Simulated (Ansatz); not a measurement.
La: pressure against volume scale

Results calculated with Ansatz 0.2.0, not measured. Plane-wave DFT, scalar-relativistic PAW made under PBE with cores redone for the functional, no dispersion; the given relaxed cell is scaled uniformly, energy at zero smearing counts from the unscaled cell, pressure at the given Fermi-Dirac smearing is positive in compression.

The cell before it is scaled or strained (space group Im-3m, No. 229):
```
La
1.0
     -2.0240     2.0240     2.0240
      2.0240    -2.0240     2.0240
      2.0240     2.0240    -2.0240
La
1
Direct
  0.00000 0.00000 0.00000
```

Settings of every row: spin polarised no; functional LDA; wave cutoff 420 eV; smearing width 0.1 eV; k mesh 12x12x12.

Atom starting moment: 0 on all atoms.

Limits: the cell comes from a prototype or a list of computed structures and needn't be the stable phase.

```csv
row,volume scale,V (Å³/atom),pressure (GPa),energy change per atom (meV)
1,0.88,29.186,4.35,50.37
2,0.92,30.513,?,?
3,0.96,31.839,1.36,5.52
4,1.04,34.493,-1.02,4.46
5,1.08,35.819,-1.99,17.56
6,1.12,37.146,-2.84,38.19
```

Question: what pressure should row 2 give?

Worked fit of pressure. Take u = (V_r/V)^(2/3) − 1 with V_r = 34.493 Å³ an atom, which is twice the finite (Eulerian) strain; such expansions in the strain, on which the Birch-Murnaghan equation of state is built, carry the rest volume and the bulk modulus. The shown rows have u = 0.11782, 0.05483, 0, -0.02483, -0.0482. Least squares give pressure = −1.004 + 40.415 × u + 43.07 × u² GPa; a straight line predicts inner rows, each left out in turn, worse (root mean square 0.14 against 0.031 GPa). The rows lie off it by -0.01, 0.02, -0.02, -0.01, 0.01. The pressure vanishes at u = 0.0242, or V = 33.28 Å³ an atom, and there the bulk modulus at fixed shape and fractions is B = −V dP/dV = (2/3)(1 + u) dP/du = 29 GPa. The withheld row has u = 0.08517, so the fit gives −1.004 + 40.415 × (0.08517) + 43.07 × (0.08517)² = 2.75 GPa.

The calculation gave 2.76 GPa. The fit lies 0.01 GPa (0.14 % of the column's range) below it, one unit of the last digit.

The other values of row 2: energy change per atom 22.03 meV.
